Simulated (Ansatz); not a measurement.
# A series in volume scale on Ti₃Ga

All results are calculated (Ansatz 0.2.0). Free energy against uniform scaling of the volume at fixed shape and fractions; periodic cell, basis, potentials, k mesh and filling as listed.

The cell before it is scaled or strained (space group Fm-3m, No. 225):
```
CELL_PARAMETERS angstrom
0.00000 3.19770 3.19770
3.19770 0.00000 3.19770
3.19770 3.19770 0.00000
ATOMIC_POSITIONS crystal
Ti 0.75000 0.75000 0.75000
Ti 0.00000 0.00000 0.00000
Ti 0.25000 0.25000 0.25000
Ga 0.50000 0.50000 0.50000
```

Settings of every row: functional LDA; dispersion none; potentials PAW; wave cutoff 380 eV; density cutoff 1520 eV; k mesh 6x6x6; k shift 0x0x0; occupations cold; smearing width 0.1 eV; spin none.

Limits: coarse k mesh, up to 40 meV an atom off; cutoff under the advised one; the cell comes from a prototype or a list of computed structures and needn't be the stable phase.

```csv
row,volume scale,V (Å³/atom),energy above lowest point (meV/atom)
1,0.9,14.714,4.6
2,0.925,15.123,0
3,0.95,15.531,4.6
4,0.975,15.94,17.4
5,1,16.349,37.2
6,1.025,16.757,63.2
7,1.05,17.166,94.8
8,1.075,17.575,?
9,1.1,17.984,171.2
```

Question: what energy above lowest point should row 8 give?

Worked fit of energy above lowest point. Take u = (V_r/V)^(2/3) − 1 with V_r = 16.145 Å³ an atom, which is twice the finite (Eulerian) strain; such expansions in the strain, on which the Birch-Murnaghan equation of state is built, carry the rest volume and the bulk modulus. The shown rows have u = 0.06383, 0.04456, 0.02619, 0.00856, -0.00834, -0.0245, -0.04006, -0.06939. Least squares give energy above lowest point = 26.51 − 1178.2 × u + 13079 × u² meV/atom; a straight line predicts inner rows, each left out in turn, worse (root mean square 18 against 0.066 meV/atom). The rows lie off it by 0.0, 0.0, 0.0, 0.0, 0.0, 0.0, 0.1, 0.0. Its lowest point lies at u = 0.0450, or V = 15.11 Å³ an atom, and the curvature there gives the bulk modulus at fixed shape and fractions, B = (4/9)(1 + u)² E″(u)/V = 135 GPa. The withheld row has u = -0.05501, so the fit gives 26.51 − 1178.2 × (-0.05501) + 13079 × (-0.05501)² = 130.9 meV/atom.

The calculation gave 130.9 meV/atom. The fit meets it to the printed digit.
